\section*{Statistical error of Green--Kubo and Einstein--Helfand conductivities: a 50 ps run of molten NaCl}

\subsection*{Statement}
Let $J_\alpha=\sum_i q_i v_{i\alpha}$ be the charge flux of a cell of volume $V$, with $q_i=\pm e$, and $C(\tau)=\langle J_\alpha(0)J_\alpha(\tau)\rangle$. The conductivity is $\sigma=I/(Vk_BT)$, $I=\int_0^\infty C\,d\tau$. A run of length $T_{\rm run}$ gives
\begin{equation}
\hat I=\int_0^t w(\tau)\hat C(\tau)\,d\tau,\qquad w_{\rm GK}=1,\qquad w_{\rm EH}=1-\tau/t ,
\end{equation}
where $\hat C$ is averaged over all time origins and $\ell$ independent components. EH denotes $\langle\Delta P^2(t)\rangle/2t$ with $\Delta P=\int_0^tJ\,ds$. For a stationary Gaussian flux of zero mean and $\tau_c\ll t\ll T_{\rm run}$, the relative standard error $\epsilon=\sqrt{{\rm Var}\,\hat I}/I$ obeys
\begin{equation}
\epsilon_{\rm GK}^2=\frac{4t}{\ell T_{\rm run}},\qquad \epsilon_{\rm EH}^2=\frac{4t}{3\ell T_{\rm run}} .
\label{eq:main}
\end{equation}
Neither $V$, $T$ nor the amplitude of $C$ appears. The leading correction replaces $t$ by $t+t^*$ in $\epsilon_{\rm GK}^2$, and EH carries a relative bias $-t_1/t$:
\begin{equation}
t^*=-\tfrac12\int_{-\infty}^{\infty}|u|\,g(u)\,du,\quad g=\frac{C*C}{4I^2},\quad t_1=\frac1I\int_0^\infty\tau C\,d\tau .
\label{eq:corr}
\end{equation}

\subsection*{Question and reasoning}
The reference is an ab initio run with 64 ions, $T_{\rm run}=50$ ps, $\ell=3$ and GK with $t=1$ ps. How does the uncertainty respond when one item is changed?
\begin{itemize}
\item \emph{Run length.} The number of independent stretches of length $t$ grows as $T_{\rm run}$. A fourfold run, or four independent runs, halves $\epsilon$.
\item \emph{Components.} One Cartesian direction in place of three raises $\epsilon$ by $\sqrt3$.
\item \emph{Upper limit.} Beyond $\tau_c$ the integral collects only noise and performs a random walk, $\epsilon\propto\sqrt t$. A shorter $t$ cuts off the tail. Backscattering in the ionic cage makes that tail negative, so the bias is positive.
\item \emph{Weight.} EH lowers $\epsilon$ by $\sqrt3$ at equal $t$, but its bias decays only as $1/t$ and is positive for $t_1<0$.
\item \emph{Cell size.} Signal and noise both scale with $N$, so $\epsilon$ is unchanged at fixed $T_{\rm run}$ and rises at fixed cost.
\item \emph{Cation or temperature.} These act only through the $t$ that must be chosen.
\end{itemize}

\subsection*{Calculation}
At zero total momentum $C(0)=N_pe^2k_BT/\mu$ for $N_p$ ion pairs of reduced mass $\mu$, hence $\sigma=ne^2\tau_0/\mu$ with $n=N_p/V$, $\tau_0=I/C(0)$. As an illustration take
\begin{equation}
C(\tau)/C(0)=\tfrac98e^{-|\tau|/\tau_a}-\tfrac18e^{-|\tau|/\tau_b},\qquad \tau_a=40\ {\rm fs},\ \tau_b=200\ {\rm fs},
\end{equation}
a caricature with a cusp at the origin that the true function lacks. It has $\tau_0=20$ fs, $t_1=-160$ fs and $t^*=0.195$ ps. With masses 22.99 and 35.45 u, $\mu=13.95$ u, and an approximate melt density of 1.5 g/cm$^3$ gives $n=1.55\times10^{28}$ m$^{-3}$ and $\sigma=3.4$ S/cm. The times were chosen to give this typical magnitude, so it is no prediction. The table lists, in per cent of $I$, Eq.~(\ref{eq:main}), the model value from Eq.~(\ref{eq:kernel}), the model bias, and the root-mean-square sum of the last two. Terms of relative order $t/T_{\rm run}$, 2 per cent in the reference, are dropped.

\begin{center}
\begin{tabular}{lcccc}
\hline
change & leading & model & bias & total\\
\hline
reference & 16 & 18 & 0.8 & 18\\
$T_{\rm run}=200$ ps & 8.2 & 8.9 & 0.8 & 9.0\\
$\ell=1$ & 28 & 31 & 0.8 & 31\\
$t=2$ ps & 23 & 24 & 0.006 & 24\\
$t=0.64$ ps & 13 & 15 & 5.1 & 16\\
$t=0.5$ ps & 12 & 14 & 10 & 17\\
EH, $t=1$ ps & 9.4 & 10 & 16 & 19\\
EH, $t=1.8$ ps & 13 & 13 & 8.9 & 16\\
\hline
\end{tabular}
\end{center}

The reference uncertainty is $\pm0.6$ S/cm, and 5 per cent would need $T_{\rm run}=4(t+t^*)/(3\times0.05^2)=0.6$ ns. Changing to EH at $t=1$ ps lowers the noise but raises the total. Minimising $4t/(3\ell T_{\rm run})+t_1^2/t^2$ gives $t=(3\ell T_{\rm run}t_1^2/2)^{1/3}=1.8$ ps, while beyond the peak of the running integral, at 0.11 ps, the GK total is least at 0.64 ps. At these limits both totals are 16 per cent in this model, and the factor $\sqrt3$ is spent on the longer $t$. On its rise to the peak the GK integral passes through $I$ at $t=0.03$ ps, where the bias vanishes and the total is only 3 per cent, and the EH estimate passes through $I$ at 0.07 ps. These crossings are accidental and cannot be located without knowing $I$.

Doubling the cell to 128 ions leaves the leading 16 per cent. If the cost per step grows as $N^3$, the same budget buys 6.25 ps and $\epsilon$ grows by about 2.8, where $t\ll T_{\rm run}$ holds poorly. Self-diffusion behaves differently: 32 ions of a species give at most $\ell=96$, and 2.9 per cent at best. The Nernst--Einstein conductivity built from it omits the cross-correlations and typically lies ten to twenty per cent too high in molten NaCl, a bias that no run length removes.

Replacing Na by K (39.10 u) raises $\mu$ to 18.59 u. If forces and number density were unchanged and all times scaled as $\sqrt\mu$, then $\epsilon\propto\mu^{1/4}$ would rise by 7 per cent of itself. The real melt is less dense in ions and the mass ratio changes too, so this fixes only the order of the effect. Heating at fixed $t$ leaves Eq.~(\ref{eq:main}) unchanged.

\subsection*{Proof}
Stationarity gives $\langle\Delta P^2(t)\rangle=2\int_0^t(t-\tau)C\,d\tau$. Division by $2t$ yields $w_{\rm EH}$ and, for $t\gg\tau_c$, the mean $I(1-t_1/t)$. Half the slope at $t$ is $\int_0^tC\,d\tau$, so the local slope reproduces GK, with the GK variance.

For one component, $\hat C(\tau)=T_{\rm run}^{-1}\int_0^{T_{\rm run}}J(s)J(s+\tau)\,ds$. Wick factorisation of the four-point average, as used by Zwanzig and Ailawadi (1969), gives for $T_{\rm run}\gg t$
\begin{equation}
{\rm Cov}[\hat C(\tau),\hat C(\tau')]=\frac{G(\tau-\tau')+G(\tau+\tau')}{T_{\rm run}},\qquad G(u)=\int_{-\infty}^{\infty}C(s)C(s+u)\,ds .
\end{equation}
Extend $w$ evenly, $\hat I=\frac12\int_{-t}^{t}w\hat C\,d\tau$. Both terms then contribute equally, and $\int G\,du=(2I)^2$, so $G=4I^2g$ with $\int g\,du=1$. In an isotropic liquid the Cartesian components are uncorrelated, hence independent if Gaussian, and averaging divides the variance by $\ell$:
\begin{equation}
\epsilon^2=\frac{2}{\ell T_{\rm run}}\int_{-2t}^{2t}K(u)g(u)\,du,\qquad K(u)=\int w(\tau)w(\tau+u)\,d\tau .
\label{eq:kernel}
\end{equation}
For GK, $K=2t-|u|$. For EH, $K=2t/3-u^2/t+|u|^3/2t^2$ at $|u|\le t$ and $(2t-|u|)^3/6t^2$ beyond. Since $g$ is narrow, $K\to K(0)=2t$ or $2t/3$, which is Eq.~(\ref{eq:main}). Keeping $-|u|$ gives $t^*$ of Eq.~(\ref{eq:corr}). It equals $-3\tau_c/4$ for a single exponential and is positive for the model above.

The amplitude of $C$ cancels in $g$, which proves the independence of size wherever the shape of $C$ has converged with the cell. Non-Gaussian terms enter through the fourth cumulant of $J$, which grows as $N$ against $N^2$ for $C^2$ when correlations are short-ranged, so their relative weight falls as $1/N$.